If each rank of excitation that coupled cluster adds to a calculation mattered about as much as the one before, the error in the binding of Al2H would shrink by equal slices. Singles and doubles would remove one slice, triples another, quadruples a third. The computed errors shrink by roughly equal factors instead, and that makes them easy to estimate by hand.

Errors in the atomization energy of Al2H (neutral doublet, PBE0/def2-TZVP geometry) against FCI, computed with Ansatz 0.2.0 in the cc-pVDZ basis, without relativity and with frozen cores at the correlated wavefunction levels. The valence space of the CASSCF, NEVPT2 and MRCISD rows holds 7 electrons in 9 orbitals.

```tsv
level	this level less the reference (FCI, same basis) (kJ/mol)
RHF	-89.21
UHF	-96.66
RMP2	-11.43
UMP2	-14.04
CISD	-34.04
RCCSD	-10.99
UCCSD	-11.63
RCCSD(T)	-2.94
UCCSD(T)	-3.17
BCCD(T)	-2.92
RCCSDT	-0.94
UCCSDT	-0.93
CISDTQ	-1.82
RCCSDT(Q)	-0.22
UCCSDT(Q)	-0.21
RCCSDTQ	-0.06
UCCSDTQ	-0.06
CASSCF valence	-34.65
NEVPT2 valence	-10.90
MRCISD valence	-8.83
MRCISD+Q valence	-3.96
PBE	43.79
r2SCAN	47.59
PBE0	34.46
B3LYP	27.95
wB97X-V	30.52
wB97M-V	37.19
B2PLYP	14.71
RPA-PBE	-12.95
```

A negative entry means that the level binds the molecule too weakly compared with full configuration interaction (FCI), which treats the correlated electrons exactly within the same basis. From RCCSD to RCCSDT the error falls from 11 to 0.94 kJ/mol, and RCCSDTQ leaves only 0.06. The levels with a bracket, in which the highest excitations are added as a one-time correction, lie between their neighbours. Count such a bracket as half a step and a full rank as two halves, and the rule reads

$$\Delta \approx -\frac{11\ \text{kJ/mol}}{3.7^{\,k}},$$

where $\Delta$ is the error against FCI and $k$ the number of half-steps above CCSD. Both constants are rounded from the RCCSD and RCCSD(T) rows, so the higher levels test the rule.

Take RCCSDT first. It stands two half-steps above CCSD, and $3.7\times3.7$ is about 14. Eleven divided by 14 gives an underbinding of 0.8 kJ/mol, about 15 % less than the computed error. For RCCSDT(Q) one divides once more by 3.7 and gets 0.22 kJ/mol, which is the computed value to two digits.

The reason for the rapid fall lies in what coupled cluster leaves out. Al2H has seven valence electrons, three pairs and a single one. When the two electrons within one pair avoid each other, and those within a second pair do the same independently, four electrons can be excited at once, but this event is only a product of two pair excitations. The exponential form of coupled cluster contains all such products already at CCSD. What remains are the connected excitations, in which three or more electrons change their motion jointly and not as a product of smaller events.

Each further electron in such a joint event needs a further interaction, so connected excitations become weaker with rank as long as one determinant dominates the wavefunction. That holds here: the largest amplitude of a double excitation is only about 0.09. The molecule, with more electrons close together and more empty orbitals within reach, has more of these joint events than the separate atoms. Leaving them out therefore costs the molecule more than the atoms, and the bond comes out too weak.

The half-step of the bracket can be understood from how much it recovers. The correction (T) computes the triples once from the finished singles and doubles, without letting them react back. It removes $10.99-2.94=8.05$ kJ/mol of the error, about four fifths of what full triples remove, and (Q) recovers a similar share of the quadruples. If a full rank divides the error by 14, a bracket that does four fifths of the work leaves $0.2+0.8/14\approx0.26$ of it, which is a division by nearly 4. The share of four fifths is an observation in this molecule; theory explains only why the correction captures most of the step.

Formal perturbation theory would suggest another way of counting. In the usual order count, CCSD(T) and CCSDT first go wrong at the same order and should share a rung. Used with the same two constants, that count overestimates the error of RCCSDT by a factor of about 3. The order tells where an error begins, while its size depends on how much of the later orders a method also includes.

The atoms, too, influence the spacing of the errors. With its core frozen, an aluminium atom has three electrons, so triples already make it exact, and hydrogen with one electron needs no correlation at all. From CCSDT upward the whole error therefore sits in the molecule. At RCCSD, by contrast, the total energies show that the molecule lacks 17 kJ/mol, of which the two aluminium atoms cancel 6. The factor 3.7 thus describes the binding energy, a difference between molecule and atoms, and is no constant of the cluster expansion itself.

The same cancellation is one reason why the rule fails when it is run backwards to Hartree-Fock. Two half-steps below CCSD it predicts an underbinding of 151 kJ/mol, whereas RHF has 89. The molecule's correlation energy is about 3.7 eV, but only 0.9 eV of it counts towards the binding, because each aluminium atom already has a strongly correlated 3s pair of its own. At Hartree-Fock level the atoms thus cancel about three quarters of the molecule's error, at CCSD only about a third. The molecule alone would not obey the rule here either. Its own error falls by a factor of about 21 from RHF to RCCSD, more than the 14 of two half-steps, because this step brings in the pair correlation itself and not a correction to it.

Truncated configuration interaction also falls outside the rule, although its names suggest the same ladder. CISDTQ includes excitations of up to four electrons, yet its error is some 30 times that of RCCSDTQ. Exciting all three valence pairs at once moves six electrons, and a method that stops at four has no place for this event. Coupled cluster gets it as a product of three doubles. The count of excitations in a name thus gives the rung only if the method also contains the products.

A small error alone does not put a method on a rung either. RMP2 underbinds by 11 kJ/mol, just like RCCSD, but its molecular energy is too high by about 104 kJ/mol, and the atoms cancel most of that. The density functionals follow no ladder of excitations, and all of them except RPA-PBE give more binding than the reference. This does not prove that they overbind the real molecule, since FCI in so small a basis normally binds too weakly itself.

Within coupled cluster the rule does well. It stays within 15 % of the computed error in the nine cluster rows that did not set its constants, as the output below shows. The unrestricted rows among them are weak tests, because they start from a determinant close to the restricted one and not from the strongly spin-contaminated UHF minimum. BCCD(T) is a weak test too, since it nearly repeats RCCSD(T), which set the factor. At CCSDTQ the error is so small that the rounding of the table alone amounts to 8 % of it. A single molecule also cannot show whether the two constants carry over to others, so they have to be checked anew elsewhere. What the rule estimates is the error of the method within this basis; the error of the basis comes on top, and at the upper rungs it is normally far larger.

Printed output of the fit:

```
Computed half-step factors, CCSD to (T), (T) to T, T to (Q), (Q) to Q, first: 3.738
second: 3.128
third: 4.273
fourth: 3.667
Rule for CCSDT, underbinding in kJ/mol: 0.8035
Rule for CCSDT(Q), underbinding in kJ/mol: 0.2172
Rule for CCSDTQ, underbinding in kJ/mol: 0.05869
Miss of the rule for RCCSDT, percent: -14.52
Miss of the rule for RCCSDT(Q), percent: -1.289
Largest miss over the nine cluster rows not used for the constants, percent: 14.52
Rule for Hartree-Fock, underbinding in kJ/mol: 150.6
Miss of the rule for RHF, percent: 68.8
Rival by perturbation order, estimate over computed for RCCSDT: 3.163
Rival by perturbation order, estimate over computed for RCCSDT(Q): 3.652
CISD error over RCCSD error: 3.097
CISDTQ error over RCCSDTQ error: 30.33
Energy missing in the molecule at RCCSD, kJ/mol: 17.26
Energy missing in the molecule at RCCSD(T), kJ/mol: 4.996
Part cancelled by the atoms at RCCSD, kJ/mol: 6.273
Part cancelled by the atoms at RCCSD(T), kJ/mol: 2.056
Energy missing in the molecule at RMP2, kJ/mol: 104.3
```
